Appendix: Spin-pairing energy and the position of ligand-to-metal charge-transfer bands

A.1 Premises and conventions

P1. The partly filled shell of an octahedral complex ML6 consists of five molecular orbitals of mainly metal d character, t2g (xy, xz, yz) and eg (z², x²−y²). Their one-electron energies are h_t and h_t + Δ. In the angular overlap model z² is raised by eσ from each of the two ligands on the z axis and by eσ/4 from each of the other four, while xy is raised by eπ from each of the four ligands in its plane. Hence Δ = 3eσ − 4eπ.

P2. The repulsion between these electrons is that of five d orbitals with one common radial function. It is fixed by the Slater–Condon integrals F⁰, F², F⁴, or by the Racah parameters A = F⁰ − F⁴/9, B = F²/49 − 5F⁴/441, C = 35F⁴/441. The inverse relations are F⁰ = A + 7C/5, F² = 49B + 7C, F⁴ = 12.6C. Covalency and screening enter only through reduced values of the parameters, which are taken equal in d^q and d^(q+1).

P3. The transition is vertical, the orbitals are frozen, and spin–orbit coupling is omitted, so that the spin S of the d shell is a good quantum number. The ligand hole left by the transfer is weakly coupled to the d shell.

P4. The repulsion energy of the lowest level of spin S is replaced by the mean over all d^q states of that spin.

P5. What remains of the transition energy after Δ and the spin-dependent repulsion have been removed is a difference between a ligand constant and a metal constant.

All means are weighted by degeneracy, each state counting once. Spins are in units of ħ. Sections A.2 to A.5 need only P2 and are exact within it. P4 and P5 are the approximations that turn the theorem into Jørgensen's rule for band positions.

A.2 Mean repulsion at fixed spin

Let V = Σ(i<j) v_ij be the repulsion and H(q,S) the space of antisymmetric d^q states of total spin S, with all M_S included. The mean sought is E(q,S) = Tr V / dim H(q,S), the trace being taken in H(q,S).

Step 1. Let u be any unitary 5 × 5 matrix acting on the orbitals, and U the operator that applies u to every electron. U leaves spins alone and commutes with permutations of electrons, so it maps H(q,S) onto itself. A trace over a space is unchanged by a unitary map of that space, so Tr V = Tr U†VU. The group U(5) is no symmetry of V; only the trace is invariant. Since the equality holds for each u, it holds for the average over the group with its invariant (Haar) measure. V may therefore be replaced by Σ(i<j) w_ij, where w is the group average of (u⊗u)† v (u⊗u).

Step 2. By construction w commutes with every u⊗u on the 25-dimensional orbital space of two electrons. This space splits into 15 symmetric and 10 antisymmetric functions. Each part is irreducible. Under diagonal matrices u every basis function ab ± ba or aa acquires its own distinct phase, so an invariant subspace is spanned by some of these functions. Permutation matrices carry any function with a ≠ b into any other, and a rotation in the a,b plane turns aa into a mixture that contains ab + ba. An invariant subspace that holds one basis function thus holds them all. The two parts differ in dimension and are inequivalent. Schur's lemma gives

w = E_s Π_sym + E_t Π_anti,   (A.1)

where the Π are projectors. Averaging preserves the trace of v in each part, so E_s and E_t are the means of v over the symmetric and antisymmetric pair functions.

Step 3. In a totally antisymmetric state, the component that is symmetric in the orbitals of electrons i and j is antisymmetric in their spins (singlet, s_i·s_j = −3/4). The antisymmetric component is a triplet (s_i·s_j = +1/4). On such states Π_sym = 1/4 − s_i·s_j and Π_anti = 3/4 + s_i·s_j, as the two eigenvalues confirm. Then

w_ij = (E_s + 3E_t)/4 − (E_s − E_t) s_i·s_j.   (A.2)

Step 4. Squaring the total spin gives S(S+1) = 3q/4 + 2Σ(i<j) s_i·s_j. The averaged operator is therefore a number on H(q,S):

E(q,S) = [q(q−1)/2](E_s + 3E_t)/4 − D[S(S+1) − 3q/4],   D = (E_s − E_t)/2.   (A.3)

Step 5. The barycentre Ē(q) of the whole configuration is the weighted mean of (A.3) over S. As (A.3) is linear in S(S+1), this mean is (A.3) with S(S+1) replaced by its configuration average ⟨S(S+1)⟩. Subtraction leaves

E(q,S) = Ē(q) + D[⟨S(S+1)⟩ − S(S+1)].   (A.4)

The second term is the spin-pairing energy. It is measured from the barycentre of d^q, and it is negative for spins above the average.

A.3 The average of S(S+1)

A trace does not depend on the basis, so it is taken over Slater determinants. The full space is invariant under spin rotations, which gives ⟨S(S+1)⟩ = 3⟨S_z²⟩. Write S_z = Σ_p σ_p n_p over the ten spin-orbitals, with σ_p = ±1/2 and n_p = 0 or 1. Among all ways of choosing q out of 10, a given spin-orbital is occupied in the fraction q/10 and a given pair in the fraction q(q−1)/90. Further, Σ_p σ_p² = 10/4, and Σ(p≠r) σ_pσ_r = (Σσ_p)² − Σσ_p² = −10/4. Thus ⟨S_z²⟩ = q/4 − q(q−1)/36 and

⟨S(S+1)⟩ = (3q/4)[1 − (q−1)/9] = q(10−q)/12.   (A.5)

The values for q = 1 to 5 are 3/4, 4/3, 7/4, 2 and 25/12, and q and 10 − q give the same value.

A.4 The parameter D

With the multipole expansion of 1/r₁₂ in the basis of complex orbitals m = −2 … 2,

⟨m₁m₂|v|m₃m₄⟩ = δ(m₁+m₂, m₃+m₄) Σ_k F^k c^k(m₁,m₃) c^k(m₄,m₂),
c^k(m,m′) = 5(−1)^m (2 k 2; 0 0 0)(2 k 2; −m, m−m′, m′),   (A.6)

where the brackets are Wigner 3j symbols and k = 0, 2, 4. Let P exchange the orbital labels of the two electrons, so that Π_sym = (1+P)/2 and Π_anti = (1−P)/2. Two traces over the 25 products are needed.

The first is the sum of all Coulomb integrals, Tr v = Σ_k F^k [Σ_m c^k(m,m)]². A filled shell has a spherical density, so Σ_m c^k(m,m) vanishes for k > 0 and equals 5 for k = 0. Hence Tr v = 25F⁰.

The second is the sum of all exchange integrals, Tr vP = Σ_k F^k Σ(m,m′) c^k(m,m′)². The squares of a 3j symbol summed over all projections give 1, so the inner sum is 25(2 k 2; 0 0 0)². The squared symbol is 1/5 for k = 0 and 2/35 for both k = 2 and k = 4. With X = F² + F⁴ = 49B + 19.6C, Tr vP = 5F⁰ + (10/7)X. Dividing (Tr v ± Tr vP)/2 by 15 and by 10,

E_s = F⁰ + X/21 = A + 7B/3 + 7C/3,   E_t = F⁰ − X/14 = A − 7B/2.   (A.7)

Half the difference is

D = (5/84)(F² + F⁴) = (7/6)(5B/2 + C).   (A.8)

Inserting (A.5) into (A.3) gives the barycentre. The term −D[⟨S(S+1)⟩ − 3q/4] equals Dq(q−1)/12, or (E_s − E_t)/12 per pair, so that

Ē(q) = [q(q−1)/2] A*,   A* = (E_s + 2E_t)/3 = A − 14B/9 + 7C/9.   (A.9)

The weights 1 : 2 are those of the 15 singlet and 30 triplet states of d².

A.5 Confirmation by counting determinants

Equation (A.4) can be tested without group theory. Take all determinants with N_α spin-up and N_β spin-down electrons. A pair of equal spin occupies two different orbitals and contributes J − K, whose mean over orbital pairs is E_t = F⁰ − X/14. A pair of opposite spin contributes J, whose mean over all 25 orbital products is F⁰. The mean energy of the set is [q(q−1)/2]F⁰ − pX/14, where p is the number of equal-spin pairs. The set with M_S = S contains one component of every multiplet of spin S or higher, and the set with M_S = S + 1 one component of every multiplet of spin above S. The difference of the two traces isolates spin S.

For d⁶ there are 100 determinants with M_S = 0 (p = 6) and 50 with M_S = 1 (p = 7). The 50 singlets have an effective p of (600 − 350)/50 = 5 and a mean energy 15F⁰ − 5X/14. For d⁷ there are 50 determinants with M_S = 1/2 (p = 9) and 10 with M_S = 3/2 (p = 11), so p = (450 − 110)/40 = 8.5 and the doublet mean is 21F⁰ − 17X/28. Equations (A.4), (A.8) and (A.9), with A* = F⁰ − 2X/63, give 15A* + 2D and 21A* + D, which are the same two expressions.

Where a spin multiplicity holds a single term, the mean is the energy of that term. For d⁵, S = 5/2, (A.4) gives 10A* − 20D/3 = 10A − 35B, the energy of ⁶S. For d⁶, S = 2, it gives 15A* − 4D = 15A − 35B + 7C, the energy of ⁵D.

A.6 The charge-transfer energy

Let h_t include the field of the filled ligand orbitals. By P1, P2 and P4 the ground state, with n_e electrons in eg and spin S, has the energy

E₀ = E_L + q h_t + n_e Δ + [q(q−1)/2]A* + D[⟨S(S+1)⟩_q − S(S+1)],   (A.10)

where E_L belongs to the core and the ligands. An electron is now moved from the ligand orbital λ to the d shell. Its removal costs −ε_λ, where ε_λ is the orbital energy in the ground state and contains the repulsion by the q d electrons. Its addition to the d shell costs the difference of (A.10) between q + 1 and q. In this difference the pair count rises by q. Since h_t contains the repulsion by the electron that has just left λ, an electron–hole term G has to be subtracted. It is the Coulomb integral J between λ and the acceptor orbital, reduced by exchange (G = J − 2K for the singlet excited from a closed shell). With n = 1 if the acceptor orbital is eg and n = 0 if it is t2g,

hν = W + nΔ + δ,   W = h_t + qA* − ε_λ − G,   (A.11)

δ = D[⟨S(S+1)⟩_(q+1) − ⟨S(S+1)⟩_q − S′(S′+1) + S(S+1)].   (A.12)

Here S′ is the spin of the d^(q+1) shell. An electric-dipole transition conserves the total spin, and the hole carries spin 1/2, so S′ = S ± 1/2.

W is a small difference of large terms that the model cannot supply to useful accuracy. P5 replaces it by a definition of the optical electronegativities χ:

W = κ(χ_L − χ_M),   κ = hc × 30 000 cm⁻¹ = 3.72 eV.   (A.13)

The constant κ is not derived. Jørgensen chose it so that the halides fall close to their Pauling electronegativities (approximately F 3.9, Cl 3.0, Br 2.8, I 2.5). Only differences of χ enter, so the ligand values also fix the origin of the scale. χ_M refers to the t2g level of one oxidation state, since W depends on q. For halides χ_L refers by convention to the first strong parity-allowed band, in which the electron leaves an odd combination of ligand π orbitals. The working formula is

hν = κ(χ_L − χ_M) + nΔ + δ.   (A.14)

A.7 The spin-pairing corrections

From (A.5), ⟨S(S+1)⟩_(q+1) − ⟨S(S+1)⟩_q = (9 − 2q)/12. For S′ = S + 1/2, S′(S′+1) − S(S+1) = S + 3/4. For S′ = S − 1/2 it is −(S + 1/4). Equation (A.12) becomes

δ = −D(q/6 + S) for S′ = S + 1/2,
δ = +D(1 + S − q/6) for S′ = S − 1/2.   (A.15)

An electron that enters an empty orbital with parallel spin lowers the band, and one that has to pair raises it. Common octahedral cases, listed as ground configuration; S → S′; acceptor; δ/D:

d⁰; 0 → 1/2; t2g; 0
d¹; 1/2 → 1; t2g; −2/3
d²; 1 → 3/2; t2g; −4/3
d³; 3/2 → 1; t2g; +2
d³; 3/2 → 2; eg; −2
low-spin d⁴; 1 → 1/2; t2g; +4/3
low-spin d⁵; 1/2 → 0; t2g; +2/3
high-spin d⁵; 5/2 → 2; t2g; +8/3
low-spin d⁶; 0 → 1/2; eg; −1

In terms of spin-pairing energies, low-spin d⁵ goes from 4D/3 to 2D, high-spin d⁵ from −20D/3 to −4D, and low-spin d⁶ from 2D to D. In low-spin d⁶ the t2g set is full and eg is the only acceptor, so

hν = κ(χ_L − χ_M) + Δ − D   (low-spin d⁶).   (A.16)

A.8 The size of the averaging approximation

For high-spin d⁵ both spin multiplicities hold one term, and 8D/3 is exact within P2. A low-spin ground state is one of many states of its spin, and P4 can be tested against the strong-field determinants. Transforming (A.6) to real orbitals gives, for a ≠ b in t2g,

J(a,a) = A + 4B + 3C,  J(a,b) = A − 2B + C,  K(a,b) = 3B + C,
J(z²,xy) = A − 4B + C,  K(z²,xy) = 4B + C,
J(z²,xz) = J(z²,yz) = A + 2B + C,  K(z²,xz) = K(z²,yz) = B + C.   (A.17)

The closed set t2g⁶ has three doubly occupied orbitals and three orbital pairs, each pair contributing 4J − 2K, which sums to 15A − 30B + 15C. Removing one electron saves J(a,a) + 2[2J(a,b) − K(a,b)] = 5A − 10B + 5C, so t2g⁵ has 10A − 20B + 10C. Adding an electron in z² costs the sum of 2J − K over the three t2g orbitals, 6A − 6B + 3C, so t2g⁶eg¹ has 21A − 36B + 18C; the x²−y² partner has the same energy by symmetry. Measured from the barycentres (A.9), these three energies are (20/9)(C − 2B), (10/3)(C − 2B) and (5/3)(C − 2B) for q = 5, 6, 7. The strong-field counterparts of δ are the differences,

δ_sf = +(10/9)(C − 2B) for low-spin d⁵,   δ_sf = −(5/3)(C − 2B) for low-spin d⁶.   (A.18)

For low-spin d⁶, δ_sf − δ = 25B/4 − C/2. With the typical ratio C = 4B, D = 7.58B, and δ_sf = −3.33B stands against δ = −7.58B. The difference of 4.25B is 56 per cent of D. For low-spin d⁵ the values are δ_sf = 2.22B and δ = 5.06B. For C > 2B the averaged correction has the sign of the strong-field one, and at C = 4B it is more than twice as large.

A.9 Range of validity

(a) Equations (A.4), (A.5), (A.8) and (A.9) are exact statements about means for any q, given P2. They say nothing about single terms unless the multiplicity holds one term only.

(b) Equation (A.14) is a parametrisation. Its content lies in P5: one χ per ligand and one per metal ion are to describe many complexes. A χ_M obtained with δ has to be used with δ, because the difference from δ_sf is absorbed in it. Comparisons within one d^q and one spin state are little affected. Comparisons across d^q are uncertain by several B.

(c) P5 needs G to be nearly constant. The unscreened point-charge estimate J ≈ e²/(4πε₀r) changes by J Δr/r when the bond length r changes by Δr, which limits the transfer of χ between ligands of different size and between coordination numbers.

(d) Configuration interaction inside the d shell. The repulsion couples t2g⁶ to t2g⁴eg² by lifting the pair from one t2g orbital a into eg orbitals r (spin up) and s (spin down). Lifting electrons from two different t2g orbitals is forbidden, because the two orbital products differ in their parity under the coordinate-plane reflections. For a = xy the elements ⟨aa|v|rs⟩ are 4B + C (r = s = z²), C (r = s = x²−y²) and zero (r ≠ s). The three orbitals a are equivalent, and with 2Δ as the denominator the second-order lowering is 3[(4B + C)² + C²]/(2Δ), which is 120B²/Δ for C = 4B. In t2g⁶eg¹ the occupied eg spin-orbital blocks half of this sum, the two eg orbitals being equivalent, and t2g⁵eg² contains no state of E symmetry to mix in. The band moves up by half the lowering.

(e) Spin–orbit coupling ζ l·s. It vanishes within eg and splits t2g into a fourfold level at −ζ/2 and a twofold level at +ζ. It has no first-order effect on t2g⁶ or t2g⁶eg¹, but it couples the fourfold t2g level to the four eg spin-orbitals with an element xζ. The trace of (l·s)² over the d shell is 6 × 1 + 4 × 9/4 = 15, the t2g block accounts for 4 × 1/4 + 2 × 1 = 3, and the remainder 12 = 8x² gives x² = 3/2. The acceptor level is the upper eigenvalue of the 2 × 2 matrix with diagonal Δ, −ζ/2 and off-diagonal element xζ, so it is raised by about (3/2)ζ²/(Δ + ζ/2). In open t2g shells of 4d and 5d ions the effect is of first order in ζ and can exceed δ.

(f) If D takes another value D′ in the reduced shell, the low-spin d⁶ correction is D′ − 2D in place of −D.

(g) The twelve ligand π orbitals form t1g, t2g, t1u and t2u sets, typically spread over about 1 eV. Both t1u → eg and t2u → eg contain the dipole-allowed T1u state, while t1g → eg is parity-forbidden. A single χ_L describes one of these transitions. The σ → eg band at higher energy needs a separate, larger χ_L.

(h) The formula gives a vertical energy, to be set against a band maximum. It loses its meaning when metal and ligand orbitals mix so strongly that q is undefined, and when χ_L − χ_M is so small for a t2g acceptor that hν approaches zero.

A.10 Illustration: PtCl6²⁻

Platinum(IV) is 5d⁶, and the ground state is t2g⁶ ¹A1g. The lowest excited states require a t2g → eg promotion against Δ of several eV, while k_BT at 300 K is 0.026 eV, so only the ground state absorbs and (A.16) applies. The inputs are approximate typical values: Δ = 3.60 eV, B = 0.047 eV, C = 4B = 0.188 eV, χ_L = 3.0 for chloride and χ_M = 2.6 for Pt(IV). For the neglected terms, ζ = 0.5 eV and r = 2.3 Å are taken.

From (A.8), D = 0.36 eV. The spin-pairing energy falls from 2D = 0.71 eV in d⁶ to D in d⁷, so δ = −0.36 eV. From (A.13), W = 0.4κ = 1.49 eV. Then

hν = 1.49 + 3.60 − 0.36 = 4.73 eV.

The band lies in the ultraviolet mainly because the acceptor is eg: Δ supplies 76 per cent of the energy. If a band of fixed position were analysed without Δ, χ_M would come out too low by Δ/κ = 0.97. Without δ it would come out too high by D/κ = 0.10.

The sizes of the terms left out of (A.16) are as follows.

Averaging, A.8: δ_sf = −0.16 eV, an upward shift of 0.20 eV, equivalent to 0.05 in χ_M.
Spin–orbit coupling, (e): upward by 0.10 eV.
Configuration interaction, (d): ground state lowered by 0.07 eV, band upward by 0.04 eV.
D′ smaller than D by an assumed 20 per cent, (f): downward by 0.07 eV.
Electron–hole attraction, (c): J ≈ 6.3 eV unscreened, contained in W, changing by 0.27 eV per 0.1 Å.
Rounding of χ_M to one decimal (±0.05): ±0.19 eV.

The first three shifts add up to about 0.3 eV, nearly as much as D itself and of opposite sign to δ. They are not to be added to the result, because an empirical χ_M extracted with (A.16), and in part an empirical Δ, already contains them. They show that the division of hν into W and δ is a convention at the level of about 0.1 in χ, and that the second decimal of hν has no weight.

The model's value is hν ≈ 4.7 eV (4.5 to 4.9 eV from the rounding of χ_M alone), a wavelength of about 2.6 × 10² nm. The inputs were chosen to reproduce the typical position of the first strong chloride-to-platinum band, and χ_M for Pt(IV) is itself extracted from such bands, so this number illustrates the bookkeeping of (A.16) and is no test of it.